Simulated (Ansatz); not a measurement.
## HfO2: pressure and energy above lowest point against volume scale

Free energy against uniform scaling of the volume at fixed shape and fractions; periodic cell, basis, potentials, k mesh and filling as listed. The results are calculated, by Ansatz 0.2.0.

The cell before it is scaled or strained (space group P4_2/nmc, No. 137):
```
CELL_PARAMETERS angstrom
3.55800 0.00000 0.00000
0.00000 3.55800 0.00000
0.00000 0.00000 5.17190
ATOMIC_POSITIONS crystal
Hf 0.50000 0.50000 0.50000
Hf 0.00000 0.00000 0.00000
O 0.00000 0.50000 0.69721
O 0.50000 0.00000 0.80279
O 0.50000 0.00000 0.30279
O 0.00000 0.50000 0.19721
```

Settings of every row: functional PBE; dispersion D3(BJ); potentials PAW; wave cutoff 500 eV; density cutoff 2000 eV; k mesh 6x6x4; k shift 0x0x0; occupations fixed; smearing width 0 eV; spin none.

Limits: no spin-orbit coupling, which can matter with elements this heavy.

| row | volume scale | V (Å³/atom) | pressure (GPa) | energy above lowest point (meV/atom) |
| --- | --- | --- | --- | --- |
| 1 | 0.9 | 9.821 | 41.79 | 158.8 |
| 2 | 0.925 | 10.094 | 31.15 | 96.9 |
| 3 | 0.95 | 10.367 | 21.8 | 52 |
| 4 | 0.975 | 10.639 | 13.57 | 22 |
| 5 | 1 | 10.912 | ? | ? |
| 6 | 1.025 | 11.185 | -0.05 | 0 |
| 7 | 1.05 | 11.458 | -5.66 | 5 |
| 8 | 1.075 | 11.731 | -10.61 | 18.9 |
| 9 | 1.1 | 12.003 | -14.97 | 40.8 |

Question: what pressure and energy above lowest point should row 5 give?

Worked fit of pressure. Take u = (V_r/V)^(2/3) − 1 with V_r = 10.912 Å³ an atom, which is twice the finite (Eulerian) strain; such expansions in the strain, on which the Birch-Murnaghan equation of state is built, carry the rest volume and the bulk modulus. The shown rows have u = 0.07275, 0.05332, 0.03475, 0.01703, -0.01634, -0.03203, -0.0471, -0.06155. Least squares give pressure = 6.338 + 407.46 × u + 1043.4 × u² + 754 × u³ GPa; a parabola predicts inner rows, each left out in turn, worse (root mean square 0.059 against 0.014 GPa). The rows lie off it by 0.00, 0.01, 0.01, -0.01, -0.01, 0.01, 0.01, -0.01. The pressure vanishes at u = -0.0162, or V = 11.18 Å³ an atom, and there the bulk modulus at fixed shape and fractions is B = −V dP/dV = (2/3)(1 + u) dP/du = 245 GPa. Letting shape and atoms relax would as a rule lower it, by much in layered, chain or molecular crystals. The withheld row has u = 0, so the fit gives 6.338 + 407.46 × (0) + 1043.4 × (0)² + 754 × (0)³ = 6.34 GPa.

The calculation gave 6.33 GPa. The fit lies 0.01 GPa (0.018 % of the column's range) above it, one unit of the last digit.

Worked fit of energy above lowest point. Take u = (V_r/V)^(2/3) − 1 with V_r = 10.912 Å³ an atom, which is twice the finite (Eulerian) strain; such expansions in the strain, on which the Birch-Murnaghan equation of state is built, carry the rest volume and the bulk modulus. The shown rows have u = 0.07275, 0.05332, 0.03475, 0.01703, -0.01634, -0.03203, -0.0471, -0.06155. Least squares give energy above lowest point = 5.23 + 647.8 × u + 20004 × u² + 1511 × u³ meV/atom; a parabola predicts inner rows, each left out in turn, worse (root mean square 0.14 against 0.069 meV/atom). The rows lie off it by 0.0, 0.0, 0.0, -0.1, 0.0, 0.0, 0.0, 0.0. Its lowest point lies at u = -0.0162, or V = 11.18 Å³ an atom, and the curvature there gives the bulk modulus at fixed shape and fractions, B = (4/9)(1 + u)² E″(u)/V = 246 GPa. Letting shape and atoms relax would as a rule lower it, by much in layered, chain or molecular crystals. The withheld row has u = 0, so the fit gives 5.23 + 647.8 × (0) + 20004 × (0)² + 1511 × (0)³ = 5.2 meV/atom.

The calculation gave 5.2 meV/atom. The fit meets it to the printed digit.
